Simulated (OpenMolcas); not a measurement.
# Exact exchange and the dipole moment of C2H5InO

C2H5InO has 9 atoms, charge 0, and is taken as a singlet. SMILES: `C[C](=O)[InH2]`. The coordinates come from a PBE0-D4/def2-TZVP relaxation.

The dipole moment y, in D, basis def2-SVP with a core potential; a is the functional's share of exact exchange. Programs: OpenMolcas 26.06.

| functional | program | a | y (D) |
| --- | --- | --- | --- |
| r2SCAN | OpenMolcas | 0 | 2.41 |
| revPBE | OpenMolcas | 0 | 2.25 |
| B3LYP | OpenMolcas | 0.2 | ? |
| PBE0 | OpenMolcas | 0.25 | 2.48 |
| BHLYP | OpenMolcas | 0.5 | 2.69 |

Problem. Fit y = c + s·a to the known rows and predict B3LYP.

Solution. 
1. Means of the 4 rows: a = 0.1875, y = 2.458.
2. Σ(Δa)² = 0.17188, Σ(Δa·Δy) = 0.12187, so the slope is 0.12187/0.17188 = 0.70904.
3. Intercept: 2.458 − (0.70904) × 0.1875 = 2.325. The largest residual of the fit is 0.085.
4. B3LYP: 2.325 + (0.70904) × 0.2 = 2.47 D.

The run gave 2.42 D, so the prediction is off by +0.05 D, within the largest residual. More exact exchange makes the molecule more polar here. The rows mix families of semi-local functionals, which the line can't see.

The hybrids order themselves by exact exchange, from 2.42 D in B3LYP through 2.48 D to 2.69 D in BHLYP, but the semi-local rows make the trend less clean. r2SCAN, at 2.41 D, practically matches B3LYP without any exact exchange, while revPBE gives 2.25 D. The slope therefore leans heavily on BHLYP, and the good B3LYP prediction is only a mild test, since it lies inside the fitted range.

The direction of the change is chemically reasonable. Semi-local functionals tend to spread charge too evenly over polar bonds, and exact exchange counters this by holding more density on the electronegative oxygen of the carbonyl group. It also widens the gap between occupied and empty orbitals, which probably weakens donation from the acyl group into the empty p orbital on indium. The total dipole is a vector sum over the C=O and indium-carbon regions, so it can't separate these contributions. Nor does a larger moment mean a more accurate one, as no correlated or experimental reference is given.
